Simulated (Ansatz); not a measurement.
## PH (SMILES [PH]): the energy, rung by rung

The species is PH (2 atoms), meant as a triplet with charge 0. As SMILES, `[PH]`. The coordinates come from a PBE0-D4/def2-TZVP relaxation.

```xyz
2

P     0.0000    0.0000   -0.0146
H     0.0000    0.0000    1.4137
```

Each level gives the energy change with the P1–H2 bond stretched from 1.428 to 2.142 Å (eV). The values are calculated.

| level | kind | program | value (eV) |
| --- | --- | --- | --- |
| U-r2SCAN0/cc-pVDZ | hybrid meta-GGA | Ansatz | 1.92 |
| UBHLYP/cc-pVDZ | global hybrid | Ansatz | 1.97 |
| UPBE0/cc-pVDZ | global hybrid | Ansatz | 1.88 |
| U-wB97M-V/cc-pVDZ | range-separated hybrid | Ansatz | 1.92 |
| RPA@PBE/cc-pVDZ | RPA | Ansatz | 1.74 |
| UCCSD/cc-pVDZ | coupled cluster or CI | Ansatz | 1.74 |
| UCCSDT(Q)/cc-pVDZ | coupled cluster or CI | Ansatz | 1.66 |
| UCCSDTQ/cc-pVDZ | coupled cluster or CI | Ansatz | 1.66 |
| FCI/3-21G | exact in the basis | Ansatz | 1.19 |

The first shape isn't each level's own minimum. The values span 1.19 to 1.97 eV. Spin contamination of the reference (⟨S²⟩ at least 0.1 too high) touches U-r2SCAN0/cc-pVDZ, UBHLYP/cc-pVDZ, UPBE0/cc-pVDZ, U-wB97M-V/cc-pVDZ, UCCSD/cc-pVDZ, UCCSDT(Q)/cc-pVDZ, UCCSDTQ/cc-pVDZ. High-level rows in very small sets aren't better than simpler rows in larger ones.

Stretching PH weakens the overlap in its P–H σ bond, while the two unpaired electrons stay in phosphorus π orbitals. As σ and σ* draw together, left-right correlation grows and the bond electrons begin to localise on separate atoms. Connected triples then stabilise the stretched shape more than the compact one, which probably explains the fall from 1.74 eV with UCCSD to 1.66 eV with UCCSDT(Q). Full quadruples leave that value unchanged, so the excitation series looks essentially settled within cc-pVDZ. The match between RPA and UCCSD is probably a cancellation of errors, not equivalent physics.

The much lower FCI value reflects 3-21G, not missing correlation in the other rows: without polarisation functions, the basis describes the compact bond especially poorly. The hybrids all lie above the coupled-cluster results, but this doesn't establish that they overestimate the true stretching energy. Conventional correlated wavefunctions, such as the coupled-cluster ones here, converge more slowly with basis size than density functionals, and a larger basis would probably raise the coupled-cluster values and narrow the gap.
